# Squeezing and stretching a niobium hydride

The niobium atoms of this NbH form a body-centred cell that is longer along c than along a and b. Each hydrogen sits midway between two niobium atoms stacked along c, with four more niobium atoms around it in the plane. Edge a is set to a chosen length, and b and c then relax. The angles stay at 90°.

NbH (four-atom cell, I4/mmm) strained along a, with b, c and the atoms relaxed at fixed angles except in the unstrained row. Computed with Ansatz 0.2.0: PBEsol, plane-wave PAW, scalar-relativistic, no spin polarisation, cutoff 420 eV, 14×14×12 k mesh, Gaussian smearing of 0.1 eV. Energies are extrapolated to zero smearing, and stress is positive in compression.

```tsv
strain (%)	energy change (meV/atom)	volume change (%)	c over a	stress xx (GPa)	stress yy (GPa)	stress zz (GPa)
-6	6.1	-0.35	1.398	-0.26	-0.02	0.03
-4	4.5	-0.83	1.331	3.01	-0.01	0.01
-2	1.0	-0.56	1.275	2.24	-0.01	0.01
0	0.0	0.00	1.228	-0.20	-0.20	0.11
2	2.0	0.73	1.196	-3.92	0.00	0.00
4	9.5	1.75	1.167	-8.88	0.00	0.00
6	23.0	2.78	1.141	-13.49	0.02	-0.04
```

Stress is counted positive in compression, so a negative stress xx means that the crystal pulls inwards along a. The column "c over a" divides the relaxed c by the strained a. Edge b follows from the volume divided by a and c.

## 1. Which costs more, a squeeze or a stretch?

The stretch costs more at each size of strain. At 6 % it takes 23.0 meV/atom against 6.1 for the squeeze, nearly four times as much. An ideal spring would cost the same both ways. The next questions look for a cause in how the other two edges respond.

## 2. Where does the squeezed material go?

It goes almost entirely into c. When a is shortened by 6 %, c grows by about 7 %, while b shrinks by about 1 %. The volume therefore hardly changes. It is smallest in the row at −4 % and then recovers, because over the last step the growth of c outruns the loss along a and b.

Stretching is different. At +6 % both b and c have shrunk by about 1.5 %, and the volume has risen by 2.78 %.

## 3. Why is c the edge that gives way?

In the unstrained cell each niobium atom has eight nearest niobium neighbours, along the body diagonals. That distance changes by little more than 1 % over the whole scan, although a changes by 6 % either way. If the diagonal keeps its length while a shrinks, b or c has to grow.

Hydrogen offers a reason why the choice falls on c. In the unstrained cell its two niobium neighbours along c are 1.95 Å away, and the four in the plane are 2.25 Å away. Lengthening c relieves the two tight contacts, while shortening a closes up the four loose ones. At −6 % the distances are 2.09 and 2.17 Å, an almost regular octahedron.

The distances come from the calculated cells. That the tight contacts steer the response is an argument from them, not something that the scan proves.

## 4. Why does the crystal resist stretching?

The same picture runs backwards. A longer a asks for a shorter b or c, but a shorter c presses hydrogen harder against its two close neighbours. At +6 % that contact is down to 1.92 Å. On this reading c no longer gives way easily, and b has to take an equal share. For a very small strain the response must be the same in both directions, with the signs reversed. The argument therefore rests on the uneven push of a tight contact, which rises steeply when the contact is shortened and fades when it is lengthened.

The slope of stress xx between neighbouring rows measures the stiffness. It is about 190 GPa from 0 to +2 %, and higher still in the two further steps of the stretch. From 0 to −2 % it is about 120 GPa, and from −2 to −4 % only about 40 GPa. A linear model, with a fixed stiffness and fixed Poisson ratios (sideways shrinkage per stretch), thus fails for this crystal within a few per cent of strain.

## 5. What would change with another edge, a clamped cell or no hydrogen?

Squeezing b instead of a would give the same results with the two names exchanged, because the unstrained cell treats both edges alike. Clamping b and c would make each strain more costly, since the crystal would lose the sideways relaxation that lowers its energy.

Without hydrogen, niobium is body-centred cubic. A small squeeze along one cube edge must then change the other two equally, by symmetry. The strong preference for c belongs to the elongated hydride cell.

## 6. Is the state at −6 % a second stable form?

It looks like one at first sight, because all three stresses are close to zero. The shape is also close to rocksalt, which in this cell would have equal a and b and a c over a of $\sqrt{2}$. Here c over a is 1.398, but b is still about 5 % longer than a. The path resembles the Bain path, which turns a body-centred metal lattice into a face-centred one.

The way the stress changes settles the question. At −4 % the crystal pushes back with 3.01 GPa, so squeezing it further costs energy. At −6 % stress xx is −0.26 GPa, so squeezing it further would release energy. A stress this small could have the wrong sign, but the fall from 3.01 GPa to about zero is telling in itself. Near a minimum the push would grow as the crystal is squeezed, whereas here it fades. The energy curve therefore has a maximum close to −6 %, not a minimum.

Past a peak near 3 GPa, the crystal thus shortens further under a falling load. The result holds for hydrogen kept in its octahedral site by symmetry. In the known hydride of this composition hydrogen sits in tetrahedral sites, so the peak should not be used as its strength.

## 7. Which digits can be trusted?

Energy and stress can be checked against each other. With the sides nearly free of stress, the energy gained per atom is the work done along a:

$$\Delta E \approx -\frac{\bar\sigma\,A\,\Delta a}{4}$$

Here $\bar\sigma$ is the mean stress xx of two neighbouring rows, $A$ is the cross-section b times c, $\Delta a$ is the change of a, and 4 is the number of atoms in the cell. From +4 to +6 % the mean stress is −11.2 GPa, the cross-section about 12.1 Å² and the change of a 0.0636 Å. Since 1 eV/Å³ is 160.2 GPa,

$$\Delta E \approx \frac{11.2 \times 12.1 \times 0.0636}{4 \times 160.2}\ \text{eV} \approx 13\ \text{meV}.$$

The table gives 23.0 − 9.5 = 13.5 meV/atom. The estimate has no adjustable constant, and it matches each of the six steps to about 0.5 meV/atom. That is a small error for the large steps, but the misfit reaches about a quarter of each of the two steps beside the unstrained cell. Part of the gap there arises because the energies are extrapolated to zero smearing, whereas the stresses belong to the smeared electrons.

The turnover in compression is therefore no stray stress value, since the energies flatten in step with it. The tenths of a meV deserve less trust. The unstrained cell was taken as given, without relaxation, and keeps stresses of up to 0.2 GPa. Even an error of that size in its stress xx would change the slopes on either side by only about 10 GPa, so the contrast between 120 and 190 GPa survives.

The check cannot see errors that energy and stress share. The PBEsol runs used PAW datasets made for PBE, and the zero-point motion of the light hydrogen is left out.
